# Estimating the basis-set loss of BeH by counting functions

The atomization energy of BeH is the energy of a free Be atom plus that of a free H atom, less the energy of the molecule. It was computed with second-order perturbation theory (RMP2) at one fixed bond length in six basis sets. The table lists each result less the one in cc-pVQZ, the largest set, where the atomization energy is 225.4 kJ/mol. A negative entry is therefore a loss: the smaller set binds the molecule too weakly.

Ansatz 0.2.0, frozen-core RMP2 with a restricted open-shell (ROHF) reference, for neutral doublet BeH. The molecule is held at its MP2(full)/6-31G* geometry (Be–H 1.35 Å) in every basis set, and 6-31Gstar stands for 6-31G*.

| basis | functions | atomization energy less its quadruple-zeta value (kJ/mol) |
| --- | --- | --- |
| STO-3G | 6 | 50.00 |
| cc-pVDZ | 19 | -15.70 |
| 6-31Gstar | 17 | -25.00 |
| cc-pVTZ | 44 | -4.10 |
| 6-31G | 11 | -40.80 |
| cc-pVQZ | 85 | 0.00 |

From 6-31G upwards, the loss shrinks with every increase in the number of functions, from about 41 kJ/mol to about 4 in cc-pVTZ. STO-3G, the smallest set, breaks the order and binds too strongly. The regular part can be estimated with pencil and paper, while STO-3G needs an explanation of its own.

## Where the loss comes from

A small basis raises the energy of the molecule, and it raises the energies of the atoms too. The atomization energy feels only the difference between the two errors. In 6-31G the molecule lies 78 kJ/mol above its cc-pVQZ energy and the separated atoms lie 37 above theirs, which leaves a loss of 41. In each of the four sets between STO-3G and cc-pVQZ, roughly half of the molecule's error survives in this way.

That the molecule suffers more is expected from what happens to the electrons. Free H has one electron and hence no correlation energy, while free Be has one pair of valence electrons. Much of the mutual avoidance in that pair needs only p functions on Be, which every set here has. In BeH three valence electrons share a small region and form three pairs. The pair with parallel spins adds little, because such electrons keep apart anyway, but the other two both need a good description. The charge also loses its spherical shape around each nucleus, and this takes functions of higher angular momentum for which the orbitals of the free atoms have no use.

In the same four sets about two thirds of the molecule's error is correlation energy, and the rest belongs to the single determinant on which the perturbation theory is built. The slow convergence of correlation is thus a sensible starting point for a rule, though it does not cover the whole error.

## Why the number of functions is a useful measure

Two electrons repel each other most strongly when they meet, and the exact wavefunction has a kink at that point. Products of smooth orbitals reproduce a kink only slowly. Each further shell of angular momentum helps, but less than the one before. Theory gives a remaining error that falls roughly as the inverse cube of the cardinal number X, which is 2 for a double-zeta set, 3 for triple and 4 for quadruple.

The number of functions N grows with X as well. A higher X brings more kinds of function, more functions of each kind and more orientations in space, so that for large sets N grows as the cube of X. If the error falls as 1/X³ and N rises as X³, the error falls as 1/N. The atomization energy inherits this fall if a constant share of the molecule's error survives in it, and in the four sets that share is always close to half. Counted from cc-pVQZ with its 85 functions, the loss L should then be

L ≈ A · (1/N − 1/85)

with a single constant A for this molecule and this method.

For sets as small as these the argument is a guide and not a derivation. Doubling X from 2 to 4 should multiply N by eight, yet from cc-pVDZ to cc-pVQZ it rises only from 19 to 85, a factor of about 4.5. The count therefore gives a gentler decline than the inverse cube. The one step on which the two can be compared favours the count: scaled to the cc-pVDZ loss, 1/N puts the cc-pVTZ loss at 4.2 kJ/mol and the inverse cube at 3.1, while the calculation gives 4.1.

The count has a second advantage. 6-31G, 6-31G* and cc-pVDZ are all double-zeta sets, so a rule in X alone gives them the same loss. Their computed losses differ by up to 25 kJ/mol, and the number of functions follows most of that difference.

## The rule

A least-squares fit of A to 6-31G, 6-31G*, cc-pVDZ and cc-pVTZ gives 496 kJ/mol with an uncertainty of about 30. Rounded to 500, the rule can be carried in the head:

**L ≈ 500/N − 6 kJ/mol**

The 6 is 500/85, the part of the error that cc-pVQZ is assumed to share. To correct an atomization energy from a small set towards cc-pVQZ, one adds L to it.

## Two rows worked by hand

The first row is 6-31G*, printed as 6-31Gstar. On Be it has three s functions and two sets of p functions, which makes nine. One set of d functions adds six, because this basis is used with all six products of second degree (x², xy and so on). Hydrogen has two s functions, and the total is 17.

500/17 − 500/85 = 29.4 − 5.9 = 23.5 kJ/mol

The computed loss is 25.0 kJ/mol, so the estimate is 1.5 too small. This row was part of the fit, and the agreement shows how well the formula describes the table, not how well it predicts.

The second row is cc-pVDZ, the worst of the four fitted rows. Beryllium again has nine s and p functions, but its d set counts five here. Hydrogen has two s functions and one set of three p functions, and the total is 19.

500/19 − 500/85 = 26.3 − 5.9 = 20.4 kJ/mol

The computed loss is only 15.7 kJ/mol. Adding the estimate to the cc-pVDZ atomization energy, 225.4 − 15.7 = 209.7, gives about 230 kJ/mol. The correction overshoots by almost 5 kJ/mol, but that is still much closer to the cc-pVQZ value than the uncorrected result.

## What the count does not see

The two worked sets differ by only two functions, yet cc-pVDZ loses 9 kJ/mol less. A count treats all functions as equal, whereas chemistry does not. What matters for the atomization energy is whether a function helps the molecule alone or the free atoms as well.

The step from 6-31G to 6-31G* shows this. It adds only the second-degree products on Be, which amount to five true d functions and one function of s shape (x² + y² + z²). The molecule gains 24 kJ/mol, but the separated atoms gain 8, because the valence pair of free Be can also use the new functions, for instance to keep its electrons apart. Only the difference of 16 reaches the atomization energy.

The p functions on hydrogen, which cc-pVDZ has and 6-31G* lacks, are of the other kind. A free H atom is spherical and gains nothing from them, while the electron pair of the bond, which lies partly around hydrogen, can use them both to polarize and to correlate. They should therefore count in full towards the atomization energy. They are not the only change, however: the separated atoms also gain 15 kJ/mol in this step, which p functions on hydrogen cannot supply, so the other functions must be better as well.

## How far to trust it

Over the four fitted rows the rounded rule has a root-mean-square error of 2.6 kJ/mol against the computed losses. When each row in turn is left out and predicted from the other three, the figure is 3.6, which is the fairer measure of a prediction. In all four rows the corrected atomization energy lies closer to the cc-pVQZ value than the uncorrected one.

The errors have a pattern. For the two 6-31G sets the rule is good to about 6% of the loss. For cc-pVDZ and cc-pVTZ it overestimates the loss by about a third. Constants near 520 and 380 kJ/mol would suit the two families better, but two constants for four rows are a description of the table more than a test of the idea.

## Where the rule ends: STO-3G

With six functions, STO-3G should lose 77 kJ/mol according to the rule. Instead its atomization energy is 50 too high, and the correction would make the result worse. The strong binding does not come from a good description of the bond. The molecule lies about 633 kJ/mol above its cc-pVQZ energy, but the separated atoms lie about 683 above theirs, and the larger error of the atoms looks like extra binding.

The known cause is the hydrogen function. STO-3G has a single one, and its exponent is chosen for hydrogen in molecules, where the charge is drawn in more tightly than in the free atom. A free H atom forced into this shape lies too high by roughly 88 kJ/mol, a recalled value. Without that error the entry would be near −38 kJ/mol, an ordinary loss in sign, though only half of what the rule says.

The remaining disagreement is no surprise, because the rule rests on the slow convergence of correlation. In STO-3G correlation makes up only 9% of the molecule's error, against about two thirds in the four fitted sets. Nearly all of the error lies in the crude shape of the orbitals, much of which is the same in the atom and in the molecule and cancels. A count of functions says nothing about that cancellation.

## The other end of the range

The rule also seems to say how much cc-pVQZ itself still loses, namely the 6 kJ/mol that was subtracted. The inverse cube, applied to cc-pVTZ and cc-pVQZ, gives 3. Since two reasonable formulas differ by a factor of two, the remainder is a few kJ/mol and no better known than that.

Even a complete basis would give only the RMP2 answer. In free Be the 2p orbitals lie close above 2s, and the valence pair mixes the two more strongly than second-order perturbation theory describes. This error belongs to the method, and no number of functions removes it. It should be larger in free Be than in BeH, where one of the two electrons is tied up in the bond, so RMP2 is expected to bind too strongly. A correction for the basis therefore leads towards the RMP2 limit and not necessarily towards the measured value.

For BeH at this level, the working rule is to add 500/N − 6 kJ/mol to an atomization energy from one of the four fitted sets, where it misses by up to 5 kJ/mol. For a set outside the table the error may be larger, and another molecule needs a constant of its own. A result from a minimal basis should be recomputed, not corrected.
